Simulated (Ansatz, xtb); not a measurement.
# Two isomers of C4H8BFO

We compare X, `C=CCCB(O)F`, a singlet, with Y, `FB1CCCCO1`, a singlet. Both are isolated molecules in the gas phase, relaxed with PBE0-D3(BJ)/def2-SVP; the shapes shown needn't be the lowest conformers.

X (Å):

```xyz
15

C     2.7817   -2.1851   -1.7402
C     1.7832   -1.8816   -0.9098
C     0.4254   -1.4094   -1.3283
C     0.1000   -0.0038   -0.8155
B    -0.0142    0.1547    0.7386
F    -0.0627    1.3794    1.2846
O    -0.0975   -0.9120    1.5632
H     2.6615   -2.1159   -2.8268
H     3.7541   -2.5199   -1.3690
H     1.9442   -1.9657    0.1726
H     0.3511   -1.4417   -2.4275
H    -0.3308   -2.1138   -0.9387
H     0.8360    0.7281   -1.1913
H    -0.8692    0.3358   -1.2281
H    -0.1890   -0.6567    2.4887
```

Y (Å):

```xyz
15

C     0.9308   -1.2152    0.1311
C     1.0066   -0.0175    1.0790
C    -0.3548    0.2272    1.7182
C    -0.8130   -0.9793    2.5168
B     0.0132   -2.3543    0.7066
F    -0.0408   -3.5510    0.1212
O    -0.7831   -2.1878    1.7802
H     0.4863   -0.9153   -0.8369
H     1.9255   -1.6152   -0.1243
H     1.7434   -0.2190    1.8768
H     1.3594    0.8885    0.5608
H    -0.3345    1.1016    2.3886
H    -1.0991    0.4495    0.9325
H    -1.8449   -0.8435    2.8764
H    -0.1748   -1.1068    3.4096
```

Quicker runs give these differences E(Y) − E(X): GFN2-xTB −1.117 eV; HF/STO-3G −2.312 eV (at GFN2-xTB geometries); r2SCAN-D4/def2-SVP −0.686 eV (at GFN2-xTB geometries).

Task: Estimate E(Y) − E(X) at the level CCSD(T)/def2-SVP + ΔMP2/def2-TZVPP.

Result: Calculated at CCSD(T)/def2-SVP + ΔMP2/def2-TZVPP: E(Y) − E(X) = −0.407 eV, so structure Y lies lower.

The same difference at several levels:

```json
{"level": "GFN2-xTB", "geometry": "GFN2-xTB", "E(Y) − E(X) (eV)": "−1.117", "departure from the last row (eV)": "−0.710", "job, with rough time for the two": "optimisation, 0.36 s"}
{"level": "HF/STO-3G", "geometry": "GFN2-xTB", "E(Y) − E(X) (eV)": "−2.312", "departure from the last row (eV)": "−1.905", "job, with rough time for the two": "single point, 0.36 s"}
{"level": "r2SCAN-D4/def2-SVP", "geometry": "GFN2-xTB", "E(Y) − E(X) (eV)": "−0.686", "departure from the last row (eV)": "−0.278", "job, with rough time for the two": "single point, 3.8 s"}
{"level": "PBE0-D3(BJ)/def2-SVP", "geometry": "PBE0-D3(BJ)/def2-SVP", "E(Y) − E(X) (eV)": "−0.731", "departure from the last row (eV)": "−0.324", "job, with rough time for the two": "optimisation, 46 s"}
{"level": "HF/def2-SVP", "geometry": "PBE0-D3(BJ)/def2-SVP", "E(Y) − E(X) (eV)": "−0.478", "departure from the last row (eV)": "−0.071", "job, with rough time for the two": "part of the CCSD(T) run"}
{"level": "MP2/def2-SVP", "geometry": "PBE0-D3(BJ)/def2-SVP", "E(Y) − E(X) (eV)": "−0.533", "departure from the last row (eV)": "−0.125", "job, with rough time for the two": "part of the CCSD(T) run"}
{"level": "CCSD(T)/def2-SVP", "geometry": "PBE0-D3(BJ)/def2-SVP", "E(Y) − E(X) (eV)": "−0.493", "departure from the last row (eV)": "−0.086", "job, with rough time for the two": "single point"}
{"level": "CCSD(T)/def2-SVP + ΔMP2/def2-TZVPP", "geometry": "PBE0-D3(BJ)/def2-SVP", "E(Y) − E(X) (eV)": "−0.407", "departure from the last row (eV)": "", "job, with rough time for the two": "single point, 72 s"}
```

As drawn, Y has 1 C–C, 1 C–O, 1 C–H in place of 1 C=C, 1 O–H. Structure X has no ring, Y a 6-membered ring.

None of the levels shown reverses the order. The largest departure from CCSD(T)/def2-SVP + ΔMP2/def2-TZVPP is that of HF/STO-3G, 1.905 eV. The last row adds to CCSD(T) the change of the MP2 difference between the two basis sets, here +0.086 eV.

With thermal terms from frequencies at re-optimised GFN2-xTB minima (ideal gas, soft modes damped towards free rotors, one conformer each, 298.15 K, 1 atm): on the last row, ΔE + ΔZPE = −0.288, ΔH = −0.337, ΔG = −0.211 eV.

The correlated steps freeze 7 core orbitals. Run with Ansatz 0.2.0, xtb 6.7.1; the last row on 4 threads of Arm Neoverse V1 on a shared host.

Ring closure is favourable because it amounts to adding O–H across the alkene: a C=C π bond and an O–H bond give way to C–O and C–H σ bonds. Boron stays three-coordinate, with its B–F and B–O bonds and the π donation from oxygen and fluorine largely retained, so the driving force is probably the lost π bond rather than any new stabilisation at boron. A six-membered ring should cost little strain. Thermal terms work against closure, reducing the preference from −0.407 eV in electronic energy to −0.211 eV in ΔG, as expected when a flexible chain loses its internal rotations.

In the def2-SVP basis, Hartree–Fock (−0.478 eV) nearly matches CCSD(T) (−0.493 eV), which suggests that correlation contributions largely cancel in the difference; the minimal basis exaggerates the gain, probably through its poor balance between π and σ bonding. The preference for Y is thermodynamic and doesn't imply that X cyclises readily, since uncatalysed addition of O–H to an unactivated alkene is normally slow.
